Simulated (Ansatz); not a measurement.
# Magnon dispersion of antiferromagnetic MnIr (CuAu-type) from LDA exchange couplings at constrained moments

If only Mn atoms of opposed moment were coupled, the magnon energy of MnIr would be constant along the zone-boundary line from (½, ½, 0) to (1, ½, 0). The calculated energy instead rises there from 308.8 to 416.0 meV, while on the parallel line at q_z = ½ it falls from 339.5 to 294.7 meV. This section traces that reversal to exchange couplings between Mn atoms of parallel moment. The energies are adiabatic magnon energies from LDA couplings at constrained moments, counted from the collinear antiferromagnetic state. No measured dispersion is compared here.

## Systems and settings

One crystal, MnIr (CuAu-type, P4/mmm), in the lowest of the collinear states that were tried (4 atom(s), 2 counted as magnetic, largest moment 2.64 muB), from measured cells of the Crystallography Open Database. Ansatz 0.2.0, plane waves with its default PAW datasets, cutoff 420 eV, collinear spins without spin-orbit coupling, Fermi-Dirac smearing of 0.1 eV. The k mesh is 6×12×10 and the sums for the couplings run over 8×16×12. Functional: LDA, Dudarev U (eV) none. The couplings are taken at constrained moments: the directions are held and the rest of the density and field relaxes in linear response. The strongest shells of the first set are Mn–Mn pairs of opposed moments at 2.73 Å, 4 neighbours, J = -26.6 meV; Mn–Mn pairs of parallel moments at 5.30 Å, 8 neighbours, J = 5.69 meV; Mn–Mn pairs of opposed moments at 4.55 Å, 8 neighbours, J = -5.44 meV. Adiabatic magnon energies follow from all couplings by linear spin-wave theory along a path through the zone of the magnetic cell. The rows are a selection of 22 of the 67 points on this stretch of the path, with its corners; over all 67 points the lowest branch of the first set reaches 416 meV and the highest 416 meV. By the count of bands on its mesh the state is metallic.

Notes on method and selection:

- J is defined by E = -sum over ordered pairs (each pair twice) of J e_i.e_j with unit vectors e, a classical Heisenberg model without biquadratic or multi-spin terms, so J > 0 favours parallel moments and the moment's size is inside J.
- Without spin-orbit coupling there is no anisotropy, so the lowest branch goes to zero at the ordering wavevectors; damping and quantum corrections are left out.
- Couplings at rigid moments can miss in size and sometimes in sign.
- The state is the lowest of a few collinear starts and need not be the true ground state; spin-orbit coupling is left out.
- Ansatz's own search for a lower self-consistent state was switched off in these runs, so a run may rest in a state that is not the lowest for its pattern of moments.
- Runs whose couplings were flagged as in doubt, moved by over 30 per cent with the upper empty bands, lost their pattern of moments or rest on unlike orbital states are not listed.
- For crystals with 4f or 5f elements only couplings at constrained moments are used, since rigid ones can be several times too large.
- Runs that did not converge, have known faults or may not be shown are not listed, and runs on Ansatz's PAW sets soft_1 and soft_2 are kept to separate tables.

Columns:

- path length (1/Å): length along the path from its start.
- q: wavevector in fractions of the magnetic cell's reciprocal vectors.
- lowest, constrained (meV): energy of the lowest magnon branch, constrained couplings.
- highest, constrained (meV): energy of the highest of the 2 branches, constrained couplings.

Input lines of one member:

```
magnetization:
  spin_polarized: true
kpoints:
  mp_grid: { grid: [6, 12, 10] }
  band_path:
    path:
      - [0.0, 0.0, 0.0]
      - [0.5, 0.5, 0.0]
      - [1.0, 0.5, 0.0]
      - [0.0, 0.0, 0.0]
      - [0.0, 0.0, 0.5]
      - [0.5, 0.5, 0.5]
      - [1.0, 0.5, 0.5]
    npoints: 11
hamiltonian:
  xc: lda
scf:
  occupations: { method: fermi_dirac, width: 0.1 }
  lower_state_search: "off"
output:
  write_bands: true
  eigenstates:
    nscf_kmesh: { grid: [8, 16, 12] }
    top_band: c48
    exchange_couplings: { magnetic: [{ species: Mn }] }
```

Command (options for logging and memory left out): `ansatz run input.yaml`

## Numbers

| member | path length (1/Å) | q | lowest, constrained (meV) | highest, constrained (meV) | remark |
| --- | --- | --- | --- | --- | --- |
| 0.000 1/Å | 0.000 | (0, 0, 0) | 0.0 | 0.0 | corner of the path |
| 0.296 1/Å | 0.296 | (0.182, 0.182, 0) | 153.5 | 153.5 |  |
| 0.593 1/Å | 0.593 | (0.364, 0.364, 0) | 275.1 | 275.1 |  |
| 0.815 1/Å | 0.815 | (0.5, 0.5, 0) | 308.8 | 308.8 | corner of the path |
| 0.889 1/Å | 0.889 | (0.546, 0.5, 0) | 309.7 | 309.7 |  |
| 1.185 1/Å | 1.185 | (0.727, 0.5, 0) | 341.0 | 341.0 |  |
| 1.482 1/Å | 1.482 | (0.909, 0.5, 0) | 403.4 | 403.4 |  |
| 1.630 1/Å | 1.630 | (1, 0.5, 0) | 416.0 | 416.0 | corner of the path |
| 1.839 1/Å | 1.839 | (0.818, 0.409, 0) | 390.5 | 390.5 |  |
| 2.259 1/Å | 2.259 | (0.454, 0.227, 0) | 249.7 | 249.7 |  |
| 2.678 1/Å | 2.678 | (0.091, 0.045, 0) | 54.8 | 54.8 |  |
| 2.782 1/Å | 2.782 | (0, 0, 0) | 0.0 | 0.0 | corner of the path |
| 3.018 1/Å | 3.018 | (0, 0, 0.136) | 134.3 | 134.3 |  |
| 3.331 1/Å | 3.331 | (0, 0, 0.318) | 306.0 | 306.0 |  |
| 3.645 1/Å | 3.645 | (0, 0, 0.5) | 391.1 | 391.1 | corner of the path |
| 3.941 1/Å | 3.941 | (0.182, 0.182, 0.5) | 381.0 | 381.0 |  |
| 4.237 1/Å | 4.237 | (0.364, 0.364, 0.5) | 352.7 | 352.7 |  |
| 4.460 1/Å | 4.460 | (0.5, 0.5, 0.5) | 339.5 | 339.5 | corner of the path |
| 4.534 1/Å | 4.534 | (0.546, 0.5, 0.5) | 339.7 | 339.7 |  |
| 4.830 1/Å | 4.830 | (0.727, 0.5, 0.5) | 322.5 | 322.5 |  |
| 5.126 1/Å | 5.126 | (0.909, 0.5, 0.5) | 297.8 | 297.8 |  |
| 5.275 1/Å | 5.275 | (1, 0.5, 0.5) | 294.7 | 294.7 | corner of the path |

## Mechanism

The two branches coincide in every row, because the two Mn sublattices are equivalent and there is no anisotropy. From zero at Γ the energy climbs to 308.8 meV at (½, ½, 0), 416.0 meV at (1, ½, 0) and 391.1 meV at (0, 0, ½).

The model assumes small tilts of moments of fixed length M = 2.64 μB, and only the three shells named in the set-up. Each Mn layer is a checkerboard of opposed moments, and moments straight above one another are parallel. The 2.73 Å pairs (J₁) lie within a layer; the 4.55 Å pairs (J₂, opposed) and the 5.30 Å pairs (J₃, parallel) join adjacent layers.

For q = (h, k, l) the phases between neighbouring Mn atoms are πh and 2πk − πh in the layer and 2πl along c. Their cosines are called u, v and w.

With each pair counted twice in the energy, a shell of n neighbours enters the magnon energy with weight 4n|J|/M:

- P = 4 × 4 × 26.6 / 2.64 = 161.2 meV
- R = 4 × 8 × 5.44 / 2.64 = 65.9 meV
- D = 4 × 8 × 5.69 / 2.64 = 69.0 meV

A tilted moment is pulled back by all its neighbours, less the part by which parallel neighbours tilt along with it:

A = P + R + D(1 − uvw)

Opposed neighbours link the two sublattices:

B = (P + Rw)(u + v)/2

The linearised equations of motion then give

E = √(A² − B²)

At Γ, A equals B and E vanishes. On the boundary line u + v = 0, so B vanishes and E = A. Only parallel pairs can then make the energy vary, and a positive J₃ raises it towards (1, ½, 0) and lowers it towards (1, ½, ½), as the table shows. At (½, ½, 0) the three shells give 161.2 + 65.9 + 69.0 = 296.1 meV, against 308.8 meV from all couplings.

The large negative J₁ is what theory expects of close Mn neighbours with nearly half-filled d shells, where hopping between opposed moments lowers the energy.

## Testing the model

The weights are now fitted to two corners of the basal plane, so that they absorb part of what the omitted shells contribute. At (½, ½, 0), uvw = 0 and P + R + D = 308.8 meV. At (1, ½, 0), uvw = −1 and P + R + 2D = 416.0 meV. Hence D = 416.0 − 308.8 = 107.2 meV and P + R = 308.8 − 107.2 = 201.6 meV. The ratio R/P is kept from the set-up, 8 × 5.44 / (4 × 26.6) = 0.409, which gives P = 201.6 / (1 + 0.409) = 143.1 meV and R = 201.6 − 143.1 = 58.5 meV.

**(0.364, 0.364, 0).** Here u = v = cos(0.364 × 180°), about 0.41, and w = 1. A = 308.8 − 107.2 × 0.41 × 0.41 = 290.8 and B = 201.6 × 0.41 = 82.7, so E = √(290.8² − 82.7²) = 278.8 meV. The table has 275.1 meV.

**(0, 0, ½).** Here u = v = 1 and w = −1. A = 308.8 + 107.2 = 416.0 and B = 143.1 − 58.5 = 84.6, so E = √(416.0² − 84.6²) = 407.3 meV. The table has 391.1 meV.

**(½, ½, ½).** Here u = v = 0, so E = 308.8 meV. The table has 339.5 meV.

**(1, ½, ½).** Here uvw = +1 and B = 0, so E = 308.8 − 107.2 = 201.6 meV. The table has 294.7 meV.

Over the 18 rows that are neither fitted nor zero at Γ, the mean miss is 25 meV, against a mean distance of 69 meV from their own average. In the basal plane the miss stays within about 20 meV.

## Residuals

The model breaks on the boundary line at q_z = ½. Over the last five rows it misses by 61 meV on average, always too low, whereas a constant set at the mean of the 18 test rows would miss by 23 meV.

The assumption that fails is that of a single shell of parallel pairs. By symmetry, opposed pairs of any range drop out of the variation along this line. The change from the first corner to the second is +107.2 meV at q_z = 0 and 294.7 − 339.5 = −44.8 meV at q_z = ½. The part that reverses with q_z is (107.2 + 44.8)/2 = 76.0 meV, close to the 69.0 meV that J₃ gives directly. The part that does not reverse is (107.2 − 44.8)/2 = 31.2 meV, and it must come from parallel pairs within a layer or an even number of layers apart. The fit put both parts into D, and so exaggerated the reversal.

The rise from (½, ½, 0) to (½, ½, ½), 339.5 − 308.8 = 30.7 meV, also requires further parallel pairs. A positive coupling between Mn atoms straight above one another would have the right sign and is one possibility.

## Rules of thumb and their limits

The fitted model serves for the listed basal-plane points. At q_z = ½ more than one shell of parallel pairs is needed. The couplings describe small tilts about the antiferromagnetic order; they do not carry over to large ones, since the Mn moment is much smaller in the ferromagnetic state.

Two omitted effects deserve mention. In a metal, decay into electron–hole pairs can broaden magnons markedly at these energies. Spin-orbit coupling would open a gap at Γ. An easy-plane energy K per Mn, the cost of turning the moments from the plane to its normal, adds 4K/M to the restoring term A − B of one branch, which then lies at √((A + B) × 4K/M) with A + B = 2(P + R). For K = 1 meV, taken as an illustration, this is √(2 × 201.6 × 4 × 1 / 2.64), about 25 meV.

[Logs are printed without paths, hosts, clocks, repeated set-up lines and the standing remarks that a program may print on its own settings, such as how far it seeks lower states.]
